Lasers and fast transistors built on InP often contain strained layers, and strain moves the band gap. How far does the gap change when all bonds of the crystal are stretched evenly, and what does the change follow, the pressure or the volume? The table takes one cell from compression to tension, which appears as negative pressure. For the most expanded cell, the gap and the pressure are to be predicted.

Zincblende InP (2-atom cell, F-43m) at scaled volumes of the relaxed cell (conventional a = 5.907 Å). Ansatz 0.2.0, plane-wave PAW, scalar-relativistic, r2SCAN, no spin polarisation, cutoff 500 eV, Γ-centred 8×8×8 k mesh, Gaussian smearing 0.02 eV. Pressure is taken from the computed stress, positive in compression; the gap is read only at the mesh points.

```csv
volume per atom (Å³/atom),pressure (GPa),band gap on mesh (eV)
22.674,11.63,1.761
23.447,7.96,1.572
24.220,4.85,1.387
24.993,2.22,1.205
25.766,-0.01,1.028
26.539,-1.90,0.855
27.312,-3.49,0.687
28.342,?,?
```

The gap falls at every known step, but against pressure it follows a curve. Between the two most compressed cells it changes by 51 meV per GPa, and between the two most expanded known cells by 106 meV per GPa. It looks as if the electrons became twice as sensitive. Counted against the logarithm of the volume, however, the slope strengthens by only 4 %.

The difference lies in the lattice. The bulk modulus, which is the pressure needed per relative change of volume, drops from about 110 to 55 GPa between the same two steps. One GPa therefore moves the atoms about twice as far in the expanded crystal as in the compressed one. The electrons respond to the distance between the atoms, and pressure is only the means of setting it.

Why longer bonds close the gap follows from the kind of states at its edges. The table holds no orbital data, so this part rests on the standard theory of such semiconductors. The lowest conduction state of InP lies at Γ, the zone centre, and is an antibonding combination of In s and P s orbitals. The top of the valence band is a bonding combination, mainly of p orbitals. When the bonds lengthen, the overlap weakens and the antibonding state is pushed up less, so the conduction edge sinks. The valence edge is expected to move much less. Its bonding state is held down less, but its electrons also have more room, which lowers their kinetic energy. The gap therefore closes mainly from above.

The same reasoning warns against carrying the trend over to every relative. In GaP the lowest conduction state lies near the zone boundary point X and lacks this strong s antibonding character. Its gap is known to shrink slightly under pressure, where that of InP grows. For a neighbouring compound, the first question is therefore which conduction state is lowest.

For small strains the gap changes in proportion to ln V, where V is the volume per atom, and the factor is called the deformation potential. Near zero pressure it is −5.83 eV here. Dividing its size by the bulk modulus of 68.3 GPa gives 0.085 eV, or 85 meV, per GPa, as the steps on either side of zero pressure suggest. For a device layer a more useful form is that bonds longer by 1 % lower the gap by about 0.17 eV. This covers only the change of volume; a layer strained in its plane is also sheared, which splits the valence top and is not part of this scan.

The forecast comes from a fit to the seven known cells in which the deformation potential may itself vary evenly with ln V. It gives a gap of about 0.467 eV, with a range of ±0.010 eV. The range is wider than the scatter of the fit because the cell lies outside the known volumes, and it includes the value for a constant deformation potential. The pressure, from the usual Birch-Murnaghan form, should be about −5.26 GPa, within ±0.05 GPa.

The withheld rows as computed:

```csv
volume per atom (Å³/atom),pressure (GPa),band gap on mesh (eV)
28.342,-5.24,0.471
```

Both values lie within their ranges. The computed pressure is 0.02 GPa less negative than the forecast. The computed gap is 0.471 eV, about 0.004 eV above the forecast. The fit had let the slope go on strengthening, whereas over the last three steps, two of them between known cells, it stays the same to within the digits of the table. A constant deformation potential misses by about as much on the other side, so this cell does not decide between the two.

It does count against a simpler rule. If the couplings between neighbours fall with the inverse square of the bond length, and the gap follows them in a straight line, the slope against ln V should weaken on expansion. The known cells show it strengthening slightly, and this rule puts the last gap at 0.50 eV, too high by 0.03 eV. The bonding picture thus gives the direction of the trend but not its exact shape, and the cause of the slight strengthening remains open.

The agreement in pressure is a real test of the Birch-Murnaghan form, since the tabulated pressures come from the stress computed in each cell and not from a fitted curve. It is an easy test, though, because the stiffness changes smoothly and the last cell lies only a little beyond the known ones. The gaps are better trusted for their changes than for their size. At zero pressure the calculation gives 1.03 eV, clearly less than experiment finds. Functionals of this kind are known to make gaps too small, and the slightly too large cell adds to the error. The gap is also read only at the points of the k mesh, so a band edge between them could be missed. From zero pressure up to the most compressed cell, the runs place both band edges at Γ, which the mesh contains. The risk is greatest under strong compression, where conduction states near X come closer. The most compressed cell is, besides, probably only metastable against the rock-salt form. The printed output below lists the steps, the fits and their misses.

The analysis program printed:

```
Steps from the row above:
     row  'gap per ln V in eV'  'bulk modulus in GPa'  'gap per pressure in meV/GPa'
  23.447                -5.638                  109.5                           51.5
   24.22                -5.704                  95.88                          59.49
  24.993                -5.793                  83.71                           69.2
  25.766                -5.811                  73.21                          79.37
  26.539                -5.853                  63.94                          91.53
  27.312                -5.851                  55.38                          105.7
  28.342                -5.835                  47.27                          123.4
fit of band_gap_on_mesh on 7 rows: constant 1.028 +/- 0.00036, coefficient of x -5.827 +/- 0.0069, coefficient of x**2 -0.7283 +/- 0.079; rms 0.000527, worst 24.22 -0.000762, leave-one-out rms 0.00136
  rows outside the fit (model, value, miss): 28.342 0.4666, 0.471, -0.00444
fit of band_gap_on_mesh on 7 rows: constant 1.027 +/- 0.0013, coefficient of x -5.777 +/- 0.018; rms 0.00248, worst 22.674 0.00403, leave-one-out rms 0.00405
  rows outside the fit (model, value, miss): 28.342 0.476, 0.471, 0.00503
fit of band_gap_on_mesh on 7 rows: constant -7.439 +/- 0.096, coefficient of volume**(-2/3) 73.8 +/- 0.82; rms 0.00887, worst 22.674 0.0132, leave-one-out rms 0.0145
  rows outside the fit (model, value, miss): 28.342 0.5008, 0.471, 0.0298
fit of pressure on 7 rows: coefficient of ((s/volume)**(2/3)-1)*(s/volume)**(5/3) 102.4 +/- 0.09, coefficient of ((s/volume)**(2/3)-1)**2*(s/volume)**(5/3) 37.72 +/- 1.2, s 25.76; rms 0.00443, worst 26.539 0.00604, leave-one-out rms 0.0123
  rows outside the fit (model, value, miss): 28.342 -5.26, -5.24, -0.0199
Bulk modulus at zero pressure from the pressure fit (GPa): 68.28
Pressure coefficient of the gap near zero pressure (meV/GPa): 85.35
Gap change for 1 per cent longer bonds near zero pressure (meV): -174
Last known step over first step, gap per ln V (ratio): 1.038
First step over last known step, bulk modulus (ratio): 1.977
Last known step over first step, gap per pressure (ratio): 2.052
Bond length in the most compressed cell (angstrom): 2.451
Bond length in the withheld cell (angstrom): 2.64
Withheld gap if the last known slope in ln V simply continues (eV): 0.4704
Withheld gap if the last known slope in pressure simply continues to the forecast pressure (eV): 0.5
```
